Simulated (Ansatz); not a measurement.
C: least direct gap and band gap against volume per atom

All results are calculated (Ansatz 0.2.0). Band levels at named k points (names of the unstrained cell) at fixed atoms, from the valence top (v1 top filled band, c1 lowest empty), gap the least over mesh, points and any path between them, spin-unpolarised plane waves, DDH-PBE0 mixes 1/eps_inf of exact exchange.

Cell of the first row (space group P6_3/mmc, No. 194):
```
C
1.0
      2.4171     0.0000     0.0000
     -1.2085     2.0933     0.0000
      0.0000     0.0000     4.0255
C
4
Direct
  0.33333 0.66667 0.00062
  0.66667 0.33333 0.50062
  0.33333 0.66667 0.37438
  0.66667 0.33333 0.87438
```

Settings of every row: periodic directions 3; functional HSE06; spin orbit no; potentials PAW; wave cutoff 420 eV; k mesh 9x9x4; smearing width 0 eV.

Point:
| name | a (fraction of the reciprocal vector) | b (fraction of the reciprocal vector) | c (fraction of the reciprocal vector) |
| --- | --- | --- | --- |
| Gamma | 0 | 0 | 0 |
| M | 0.5 | 0 | 0 |
| K | 0.3333 | 0.3333 | 0 |
| A | 0 | 0 | 0.5 |
| L | 0.5 | 0 | 0.5 |
| H | 0.3333 | 0.3333 | 0.5 |

Limits of some rows: the SCF threshold is loose for a stress in some rows (row 1).

| row | volume per atom (Å³) | least direct gap (eV) | band gap (eV) |
| --- | --- | --- | --- |
| 1 | 5.092 | 6.481 | 3.917 |
| 2 | 5.162 | 6.464 | 3.981 |
| 3 | 5.656 | 6.34 | 4.377 |
| 4 | 5.741 | 6.318 | 4.437 |
| 5 | 5.914 | ? | ? |
| 6 | 6.09 | 6.236 | 4.666 |

Question: what least direct gap and band gap should row 5 give?

Worked fit of least direct gap. Take t = volume per atom − 5.5, in Å³. The shown rows have t = -0.408, -0.338, 0.156, 0.241, 0.59. Least squares give least direct gap = 6.3779 − 0.2486 × t + 0.0132 × t² eV; a straight line predicts inner rows, each left out in turn, worse (root mean square 0.0021 against 0.0012 eV). The rows lie off it by -0.001, 0.001, 0.001, -0.001, 0.000. The withheld row has t = 0.414, so the fit gives 6.3779 − 0.2486 × (0.414) + 0.0132 × (0.414)² = 6.277 eV.

The calculation gave 6.279 eV. The fit lies 0.002 eV (0.82 % of the column's range) below it; its largest miss of a shown row is 0.001 eV.

Worked fit of band gap. Take t = volume per atom − 5.5, in Å³. The shown rows have t = -0.408, -0.338, 0.156, 0.241, 0.59. Least squares give band gap = 4.2592 + 0.7763 × t − 0.1474 × t² eV; a straight line predicts inner rows, each left out in turn, worse (root mean square 0.019 against 0.0013 eV). The rows lie off it by -0.001, 0.001, 0.000, -0.001, 0.000. The withheld row has t = 0.414, so the fit gives 4.2592 + 0.7763 × (0.414) − 0.1474 × (0.414)² = 4.555 eV.

The calculation gave 4.557 eV. The fit lies 0.002 eV (0.27 % of the column's range) below it; its largest miss of a shown row is 0.001 eV.
